**Why does my GaN npn gain stop scaling with emitter width?**

I model a stripe GaN npn with a Mg-doped base, contacted on both sides. The area formula makes $1/\beta$ linear in $1/W_E$, so a 20 µm emitter should be nearly free of surface loss. Is that right at 10 mA/mm?

---

**Answer**

No. At low injection, for a *uniformly injecting* stripe,

$$\frac1\beta=\underbrace{\frac{W_B^2}{2D_n\tau_n}+\frac{D_pp_BW_B}{D_nn_EL_E}e^{(\Delta E_{gE}-\Delta E_{gB})/kT}}_{1/\beta_i}+\frac{\ell}{W_E},\qquad \ell=\frac{2SL_sW_B}{D_n}.$$

Here $p_B,n_E$ are free-carrier densities, $\Delta E_g>0$ is apparent gap narrowing, and each edge recombines $qSL_sn_0$ per length, $n_0$ being the electron density injected there.

Assumed inputs at 300 K ($V_T=kT/q=25.85$ mV), chosen to give a gain in the 3–10 range typical of GaN homojunction devices: $N_A=2\times10^{19}$ cm⁻³ uncompensated, $E_A=0.17$ eV, $g=4$, $N_V=4\times10^{19}$ cm⁻³, $\mu_p=10$ cm²/Vs, $W_B=L_E=L_s=0.1$ µm, $D_n=2$ and $D_p=0.3$ cm²/s, $\tau_n=0.5$ ns, $n_E=5\times10^{18}$ cm⁻³, narrowing difference 20 meV, $S=10^5$ cm/s.

From $p_B^2/(N_A-p_B)=(N_V/g)e^{-E_A/kT}$, $p_B=5.2\times10^{17}$ cm⁻³. Then $1/\beta_i=0.050+0.0338=0.0838$ ($\beta_i=11.9$) and $\ell=0.10$ µm.

**Wrong attempt**

1. Emitter area $=W_EL$, so $J_C=50$ A/cm² everywhere.
2. Surface term $0.10/20=0.0050$.
3. $\beta=11.3$ (wrong).

**Symptom**

The base sheet resistance is $R_s=1/(q\mu_pp_BW_B)=120$ kΩ/sq, and the current feeding the region under the emitter is $I_{Bi}/L=I_C/(\beta_iL)=0.838$ mA/mm. Consumed uniformly, it drops $R_sW_EI_{Bi}/(8L)=0.25$ V from edge to centre, which is $\gamma=9.73$ thermal voltages. Injection goes as $e^{V/V_T}$, so it cannot be uniform.

**Faulty line**

Line 1. The surface term compares recombination at the *edge* $n_0$ with the *total* $I_C$; writing $I_C=J_{\rm edge}W_EL$ needs $\gamma\ll1$. The terms in $1/\beta_i$ are local ratios and survive.

**Mended calculation**

Measure $x$ from the centre; $i(x)$ is the inward hole current per length, $V(x)$ the local junction voltage:

$$V'=R_si,\qquad i'=J_B(0)\,e^{[V-V(0)]/V_T},\qquad i(0)=0.$$

With $k=2Z/W_E$ the solution is $V-V(0)=-2V_T\ln\cos kx$, $i=(2V_Tk/R_s)\tan kx$, so $J\propto\sec^2kx$. Setting $i(W_E/2)=I_{Bi}/(2L)$ gives $Z\tan Z=\gamma$. The surface current is consumed at the edge and stays out of $\gamma$. Integrating $J/J_{\rm edge}$ over the stripe,

$$W_{\rm eff}=W_E\frac{\sin 2Z}{2Z}=W_E\frac{\sin^2Z}{\gamma},\qquad \frac1\beta=\frac1{\beta_i}+\frac{\ell}{W_{\rm eff}}.$$

Here $Z=1.425$, $W_{\rm eff}=2.01$ µm, the surface term is 0.050, and the model's gain is $\beta=7.5$.

For $\gamma\gg1$, $W_{\rm eff}\to8V_TL/(R_sI_{Bi})=2.06$ µm, independent of $W_E$. A 10 µm stripe at the same $I_C/L$ has $W_{\rm eff}=1.92$ µm and $\beta=7.4$, where the attempt gives 10.7. A fit against $1/W_E$ then buries most of the surface loss in the intercept.

**Size of the error**

The area is overstated, and the surface term understated, by a factor 10; the gain is too high by a factor 1.5.

**Limits**

The edge carries 0.50 kA/cm², so $n_0=J_{\rm edge}W_B/(qD_n)=1.6\times10^{16}$ cm⁻³, 3% of $p_B$: low injection holds. Fringing corrections are of order $W_B/W_{\rm eff}$, 5%.

Space-charge recombination, omitted above, rivals the surface term. A midgap trap with both lifetimes $\tau_n$ and an assumed junction field $E=0.2$ MV/cm contributes locally $\sqrt{p_B/n_0}\,\pi V_TW_B/(2\tau_nED_n)$, or 0.012 at the edge. On the $\sec^2kx$ profile this current goes as $\sec kx$, so the stripe total is larger by $\ln(\sec Z+\tan Z)/\sin Z=2.6$. That is about 0.03, but these holes also flow through $R_s$ and tighten the crowding. Solving $V'=R_si$ with $i'=J_C/\beta_i+J_{\rm scr}$, $J_{\rm scr}\propto\sqrt{J_C}$, gives $J_{\rm edge}=0.72$ kA/cm² ($n_0$ still only 4% of $p_B$), $W_{\rm eff}=1.4$ µm, a surface term of 0.072 and a space-charge term of 0.028. So $1/\beta$ rises by 0.05 and the model's gain is 5.4; in the attempt the term adds 0.04 and the gain is about 8.

Heating to 500 K ($N_V\propto T^{3/2}$, other inputs fixed) ionises Mg to $p_B=2.7\times10^{18}$ cm⁻³ and lifts the back-injection term to 0.13, so the gain falls; the lower $R_s$ relaxes crowding and offsets part of the drop.